Ansatz 0.2.0, full CI/cc-pVDZ for the four lowest singlets and two lowest triplets of neutral GeH2, all at one PBE0/def2-TZVP geometry. Six valence electrons are correlated, with the Ge core including 3d frozen, and relativity is left out. Irreps are those of C2v, with the out-of-plane Ge 4p orbital as b1.

```csv
row,state multiplicity,state irrep,energy above the lowest state (eV)
1,1,A1,0.000
2,1,B1,2.547
3,1,A2,4.322
4,1,A1,5.685
5,3,B1,1.372
6,3,A2,3.897
```

**The orbitals and the five easy rows**

These are vertical full-CI levels at one geometry, Ge–H 1.59 Å and H–Ge–H 90.5°, a shape typical of the closed-shell singlet. The state multiplicity is 2S+1, and the state irrep is the symmetry label in C2v. Six valence electrons are correlated. The lowest state holds them in a symmetric Ge–H bond (a1), an antisymmetric in-plane Ge–H bond σ (b2) and a lone pair n on Ge (a1), while the Ge 4p orbital perpendicular to the plane, p (b1), stays empty.

Moving one electron into p gives a state whose symmetry is the product of the two open orbitals: n→p is B1 and σ→p is A2. Each promotion yields a singlet and a triplet, which accounts for rows 2 and 5 and rows 3 and 6. This assignment is argued from symmetry and energy order. With frozen orbitals the triplet and the singlet of a promotion i→a lie at P − K and P + K, where P is the mean promotion energy and K the exchange integral of the two orbitals.

The B1 pair gives P = (2.547 + 1.372)/2 = 1.960 eV and K = 0.588 eV. Hund's rule orders terms within one configuration, so it puts each triplet below its own singlet, but the closed shell stays lowest because lifting an electron from n to p costs more than exchange returns. The n→p states prefer a wider angle, so the energy of row 5 is larger than the adiabatic singlet–triplet gap.

The A2 pair lies higher and is split less, with P = 4.109 eV and K = 0.213 eV. A smaller K is what theory suggests when σ is shared with the hydrogens and overlaps p less than n does, which sits on the same atom. Both P and K are effective values, since they come from correlated energies.

**Row 4: three readings**

Row 4 is a second ¹A1 state at 5.685 eV. An A1 singlet can arise from one electron lifted into a higher orbital of its own symmetry (n into an antibonding a1, σ into an antibonding b2), or from both electrons of one orbital moved into p, either n²→p² or σ²→p². The deeper a1 bond is taken as filled in every state.

The single excitation is the tempting reading. If promotion energies simply added, n²→p² would cost 2P = 3.919 eV, and row 4 lies 1.766 eV above that. Even twice the B1 singlet falls short, by 0.591 eV. On this reasoning the double excitation is out and row 4 must involve a new orbital.

**The occupations count electrons in p**

The same calculation gives natural occupations averaged over the six states with equal weight; the mean of the six levels, 2.9705 eV, matches the averaged total energy measured from row 1. Rows 2, 3, 5 and 6 each put one electron into p and row 1 puts nearly none. If row 4 leaves p empty, the average is 4/6 and a fifth orbital holds 1/6. If row 4 fills p twice, the average is 6/6 and the fifth orbital is empty.

The calculated fourth and fifth occupations are 0.983 and 0.046. All orbitals beyond the fourth together hold 0.157 electrons, less than the 0.167 that one pure single excitation needs, and ordinary correlation in six states has to come out of that same amount. The numbers therefore refute a pure single excitation. They allow an admixture, because an average over states does not give the composition of one of them.

Over the five largest occupations, the patterns for n²→p² and σ²→p² miss the calculated values by 0.044 rms and the single-excitation patterns by 0.178. No parameter was fitted here. The remaining deficit of the p² pattern is what correlation draws into higher orbitals: rescaled to six electrons, the fourth occupation becomes 1.009. The occupations are compared in sorted order, and n²→p² and σ²→p² give the same sorted list, so this test leaves both standing.

**Why energies do not add**

Two electrons that both leave n and both enter p end up in one orbital again. A single promotion profits from separating the pair: one electron in n and one in p repel less than the average of two in n and two in p. Doubling P counts this relief twice, whereas the p² state has none of it. With frozen orbitals a double excitation must therefore cost more than 2P, and the tempting argument fails at its first step.

In formulas, with h the one-electron energy in the field of the other electrons and J the Coulomb integrals, E(i²) = 2h_i + J_ii, E(a²) = 2h_a + J_aa, and the mean of singlet and triplet is h_i + h_a + J_ia. Subtracting gives

E(i²→a²) = 2P + U, with U = J_ii + J_aa − 2J_ia.

U is the self-repulsion of the density difference φ_i² − φ_a² and is never negative. Mixing of n² with p² through K pushes row 1 down and row 4 up by the same amount d; measured from row 1, 2P gains 2d and so does row 4, so the relation survives. In this two-level picture d is 0.061 eV.

**n² or σ²**

Row 4 now fixes U for each remaining reading. For n²→p² it is 5.685 − 3.919 = +1.766 eV, an allowed sign. For σ²→p² the additive part alone is 8.219 eV, which would need a negative U of about −2.5 eV. The exclusion holds strictly for frozen orbitals only, but relaxation and differences in correlation would have to supply at least two and a half electronvolts to rescue σ².

Because U is set by row 4 itself, only its sign and size test anything. A guide to the size comes from two equivalent p orbitals on one atom, where rotational symmetry gives J_xx − J_xy = 2K and hence U = 4K. From rows 2 and 5 alone, with row 4 not used, this gives 3.919 + 4 × 0.5875 = 6.269 eV. The estimate is 10 % above the full-CI energy of row 4, but U itself comes out a third too large: the value actually needed is close to 3K.

So the guide gets the rough size right and the detail wrong. The lone pair of a 90° GeH2 is an s-rich hybrid and no partner of p, so the relation U = 4K has no reason to hold exactly. Whether this, orbital relaxation or a difference in correlation accounts for the shortfall is untested. The printed output below lists all patterns and residuals.

The verdict applies to this basis and frozen core. Levels are converged to 0.0006 eV and spin-pure, but cc-pVDZ has no diffuse functions, so Rydberg states could fall below row 4 in nature. Scalar relativity, left out here, lowers Ge 4s and tends to raise the n→p energies; spin-orbit coupling is absent as well.

The working rule: for a closed shell with one low empty orbital, add the singlet and triplet energies of the lowest promotion and look for a doubly excited state of ground-state symmetry above that sum, provided one configuration dominates it and orbital relaxation is small. In conjugated chains such as butadiene, configurations mix strongly, and a state with much double-excitation character lies well below the sum. The distance of about 3K found here need not carry over, least of all to orbitals that share little space, where K is small and U is not. A state that misses the additive estimate on the high side is not thereby a single excitation, and its occupations should be read before it is labelled, all the more as linear-response TDDFT with standard functionals does not produce such states.

Output of the analysis:

```
Ge-H 1.59 A, H-Ge-H 90.5 deg
table rounding 0.0005 eV, largest convergence residual 0.0006 eV
mean of six levels 2.9705 eV; averaged total energy minus row 1 2.9705 eV
n->p (B1): splitting 1.175 eV, P 1.960 eV, K 0.588 eV, P/K 3.3
sigma->p (A2): splitting 0.425 eV, P 4.109 eV, K 0.213 eV, P/K 19.3
K ratio n/sigma 2.76; P difference 2.150 eV
one common K 0.400 eV: each splitting off by 0.375 eV
Row 4 occupations: six-state average, five largest, sorted
calculated        1.942 1.611 1.307 0.983 0.046
n2->p2            2.000 1.667 1.333 1.000 0.000  rms 0.044 worst -0.058
sigma2->p2        2.000 1.667 1.333 1.000 0.000  rms 0.044 worst -0.058
n->higher         2.000 1.667 1.500 0.667 0.167  rms 0.178 worst +0.316
sigma->higher     2.000 1.667 1.500 0.667 0.167  rms 0.178 worst +0.316
n,sigma->p2 (B2)  2.000 1.500 1.500 1.000 0.000  rms 0.105 worst -0.193
four largest hold 5.843 e, all others together 0.157 e; one single needs 0.167 e
four largest rescaled to 6 e: 1.994 1.654 1.342 1.009
p electrons left for row 4 if four states give 1, row 1 gives 0: 1.90
fifth occupation x6 0.27; fifth plus sixth x6 0.50
Row 4 energy 5.685 eV against additive estimates
  2 x triplet B1           2.744 eV, row 4 minus this +2.941 eV
  2P(n)                    3.919 eV, row 4 minus this +1.766 eV
  2 x singlet B1           5.094 eV, row 4 minus this +0.591 eV
  2P(sigma)                8.219 eV, row 4 minus this -2.534 eV
  rows 3+5, B1 x A2 = B2   5.694 eV, row 4 minus this -0.009 eV
U needed: n2->p2 +1.766 eV = 3.01 K; sigma2->p2 -2.534 eV
pure-p guide U = 4K = 2.350 eV: row 4 at 6.269 eV, error +0.584 eV (+10.3 %)
two-level n2/p2 model: unmixed gap 5.562 eV, shift d 0.061 eV, p2 weight in row 1 1.1 %
triplet B1 above unmixed n2: 1.311 eV; d is 4.5 % of the gap 1.372 eV
```
